**Fermi sheets of layered MoW: pocket power law and Drude weights**

The table lists density of states, filling, mean speed and band edges for the eight spinor bands that cross the Fermi level of MoW (Cmmm, unrelaxed cell), from PBEsol with spin-orbit coupling, plane waves and PAW. The program checks the electron count and tests g = p·n/E, with n the carrier number and E the depth of the pocket, against a flat band and a single sphere of one mass. One common exponent, 2.07, gives the right order of the four distinct sheets with errors up to 33 % of the table values. With each sheet's own exponent the density of states at ±0.25 eV is predicted within 20 %, except for rows 5/6 at +0.25 eV, which come out 38 % low. The weights g·v² favour rows 3/4 over rows 5/6, and their sum exceeds the Drude tensor of the same run by 6.4 %.

Calculated values. Ansatz 0.2.0, PBEsol with spin-orbit coupling, plane waves (cutoff 420 eV) and PAW, for MoW in its Cmmm cell as given, not relaxed. The density was converged on a 16×16×10 k mesh with Gaussian smearing of 0.05 eV, and the sheets were evaluated at that density on an 18×18×12 mesh. Band edges are relative to the Fermi level.

## Numerical check

```python
# Table: Fermi sheets of MoW (Cmmm), Ansatz 0.2.0, PBEsol + spin-orbit, PAW: DOS, filling, mean speed, band edges.
# Tested: electron counting, g = p n / E_edge (pocket power law) against a flat band and a one-mass sphere,
# its prediction at +-0.25 eV, and the g v^2 share of each pair in the Drude weight.
T = {
    'row': [1, 2, 3, 4, 5, 6, 7, 8],
    'sheet_dos': [0.039, 0.039, 0.129, 0.129, 0.244, 0.244, 0.088, 0.088],  # states/eV/cell
    'sheet_spin': ['spinor', 'spinor', 'spinor', 'spinor', 'spinor', 'spinor', 'spinor', 'spinor'],
    'sheet_band': [25, 26, 27, 28, 29, 30, 31, 32],
    'sheet_filled_share': [0.984, 0.984, 0.862, 0.862, 0.137, 0.137, 0.018, 0.018],
    'sheet_mean_speed': [9.245, 9.245, 10.667, 10.667, 6.758, 6.758, 5.321, 5.321],  # 1e5 m/s
    'sheet_bottom': [-3.158, -3.158, -2.854, -2.854, -0.872, -0.872, -0.5, -0.5],  # eV
    'sheet_top': [1.045, 1.045, 2.012, 2.012, 3.201, 3.201, 4.16, 4.16],  # eV
}
import numpy as np
from scipy import constants as c
a = lambda k: np.array(T[k], float)
G, F, S, B, U = [a(k) for k in ("sheet_dos", "sheet_filled_share", "sheet_mean_speed", "sheet_bottom", "sheet_top")]
assert all(np.allclose(x[::2], x[1::2]) for x in (G, F, S, B, U))
g, f, v, b, u = G[::2], F[::2], S[::2], B[::2], U[::2]
# typed from the cell and the further outputs of the same run
cell = np.array([[1.579, -2.234, 0], [1.579, 2.234, 0], [0, 0, 4.487]])
A = np.array([1.856, 7.074, 8.493, 2.402])
gm, gp = np.array([.052, .152, .215, .027]), np.array([.027, .109, .456, .135])
vp = np.array([8.693, 10.59, 5.748, 5.858])
gtot, gtotp, drude = 0.998, 1.455, np.array([48.922, 51.632, 46.802])
V = abs(np.linalg.det(cell)); BZ = (2*np.pi)**3/V
hv = c.hbar/c.e*1e15  # eV A per 1e5 m/s
def show(lab, x, d=3): print(f"{lab}: " + "  ".join(f"{y:.{d}f}" for y in x))
print(f"cell {V:.2f} A^3, zone {BZ:.3f} 1/A^3; like contact {np.linalg.norm(cell[0]):.3f} A, unlike {np.linalg.norm(cell.sum(0)/2):.3f} A")
print("columns below: rows 1/2, 3/4 (holes), 5/6, 7/8 (electrons), per spinor band")
hole = f > 0.5
n = np.where(hole, 1-f, f); E = np.where(hole, u, -b); W = u-b
print(f"sum of shares {F.sum():.3f} (28-24 = 4); holes {2*n[hole].sum():.3f}, electrons {2*n[~hole].sum():.3f} per cell; rounding up to 0.004")
assert abs(F.sum()-4) <= 0.004
print(f"sum of sheet DOS {G.sum():.3f} against total {gtot} /eV, rounding up to 0.004")
show("carriers n per cell", n); show("distance to nearer edge E, eV", E); show("band width, eV", W)
show("rounding of DOS, %", 0.05/g, 1); show("rounding of n, %", 0.05/n, 1)
show("area/(zone hbar v), /eV (identity)", A/(BZ*hv*v), 4)
for i, j in ((2, 1), (3, 0), (2, 3)):
    print(f"row {2*i+1}/row {2*j+1}: DOS {g[i]/g[j]:.2f}, area {A[i]/A[j]:.2f}, speed {v[i]/v[j]:.2f}, n {n[i]/n[j]:.2f}, E {E[i]/E[j]:.2f}")
show("area / sphere of same volume", A/((36*np.pi)**(1/3)*(n*BZ)**(2/3)), 2)
p = g*E/n; p0 = np.exp(np.log(p).mean())
show("n/E, /eV", n/E, 4); show("own exponent p = gE/n (1.5 parabola, 3 cone)", p, 2)
show("dispersion power q = 3/p", 3/p, 2)
assert np.all((p > 1.5) & (p < 3))
assert list(np.argsort(n/E)) == list(np.argsort(g))
h2m = c.hbar**2/c.m_e/c.e*1e20
free = V*(6*np.pi**2*n/V)**(1/3)/(2*np.pi**2*h2m); m0 = np.exp(np.log(g/free).mean())
for lab, m in ((f"common p = {p0:.2f}", p0*n/E), ("flat band 1/width", 1/W), (f"one sphere, mass {m0:.2f} m_e", m0*free)):
    e = 100*(m/g-1); k = np.argmax(abs(e))
    show(lab + ", DOS /eV", m); show(f"  error % (worst row {2*k+1})", e, 0)
for lab, dE, ref in (("-0.25 eV", -0.25, gm), ("+0.25 eV", 0.25, gp)):
    pr = g*((E + np.where(hole, -dE, dE))/E)**(p-1)
    show(f"DOS at {lab}, power law with own p", pr); show("  same run", ref); show("  error %", 100*(pr/ref-1), 0)
print(f"rise to +0.25 eV: rows 5/6 {2*(gp[2]-g[2]):.3f} of net total {gtotp-gtot:.3f} /eV")
show("ratio +0.25 eV / Fermi level, DOS", gp/g, 2); show("  speed", vp/v, 2); show("  area (DOS x speed)", gp*vp/(g*v), 2)
w = g*v**2
show("share of DOS, %", 100*g/g.sum(), 1); show("share of area, %", 100*A/A.sum(), 1)
show("share of g v^2, %", 100*w/w.sum(), 1)
print(f"holes: {100*g[hole].sum()/g.sum():.0f} % of DOS, {100*w[hole].sum()/w.sum():.0f} % of g v^2")
wp2 = c.e/c.epsilon_0*1e10/V*hv**2*2*w.sum()/3
print(f"plasma energy squared from g v^2: {wp2:.1f} eV^2 ({wp2**.5:.2f} eV); run, trace/3: {drude.mean():.1f} eV^2 ({drude.mean()**.5:.2f} eV)")
print(f"excess {100*(wp2/drude.mean()-1):.1f} %, rounding up to {100*0.0005*(v**2).sum()/w.sum():.1f} %; a deficit was expected as <v^2> >= <v>^2")
```

It prints:

```
cell 31.66 A^3, zone 7.836 1/A^3; like contact 2.736 A, unlike 2.743 A
columns below: rows 1/2, 3/4 (holes), 5/6, 7/8 (electrons), per spinor band
sum of shares 4.002 (28-24 = 4); holes 0.308, electrons 0.310 per cell; rounding up to 0.004
sum of sheet DOS 1.000 against total 0.998 /eV, rounding up to 0.004
carriers n per cell: 0.016  0.138  0.137  0.018
distance to nearer edge E, eV: 1.045  2.012  0.872  0.500
band width, eV: 4.203  4.866  4.073  4.660
rounding of DOS, %: 1.3  0.4  0.2  0.6
rounding of n, %: 3.1  0.4  0.4  2.8
area/(zone hbar v), /eV (identity): 0.0389  0.1286  0.2437  0.0875
row 5/row 3: DOS 1.89, area 1.20, speed 0.63, n 0.99, E 0.43
row 7/row 1: DOS 2.26, area 1.29, speed 0.58, n 1.12, E 0.48
row 5/row 7: DOS 2.77, area 3.54, speed 1.27, n 7.61, E 1.74
area / sphere of same volume: 1.53  1.39  1.68  1.83
n/E, /eV: 0.0153  0.0686  0.1571  0.0360
own exponent p = gE/n (1.5 parabola, 3 cone): 2.55  1.88  1.55  2.44
dispersion power q = 3/p: 1.18  1.60  1.93  1.23
common p = 2.07, DOS /eV: 0.032  0.142  0.324  0.074
  error % (worst row 5): -19  10  33  -16
flat band 1/width, DOS /eV: 0.238  0.206  0.246  0.215
  error % (worst row 1): 510  59  1  144
one sphere, mass 1.08 m_e, DOS /eV: 0.071  0.145  0.144  0.073
  error % (worst row 1): 81  12  -41  -17
DOS at -0.25 eV, power law with own p: 0.054  0.143  0.202  0.032
  same run: 0.052  0.152  0.215  0.027
  error %: 5  -6  -6  20
DOS at +0.25 eV, power law with own p: 0.026  0.115  0.281  0.158
  same run: 0.027  0.109  0.456  0.135
  error %: -5  5  -38  17
rise to +0.25 eV: rows 5/6 0.424 of net total 0.457 /eV
ratio +0.25 eV / Fermi level, DOS: 0.69  0.84  1.87  1.53
  speed: 0.94  0.99  0.85  1.10
  area (DOS x speed): 0.65  0.84  1.59  1.69
share of DOS, %: 7.8  25.8  48.8  17.6
share of area, %: 9.4  35.7  42.8  12.1
share of g v^2, %: 10.5  46.4  35.2  7.9
holes: 34 % of DOS, 57 % of g v^2
plasma energy squared from g v^2: 52.2 eV^2 (7.23 eV); run, trace/3: 49.1 eV^2 (7.01 eV)
excess 6.4 %, rounding up to 0.4 %; a deficit was expected as <v^2> >= <v>^2
```
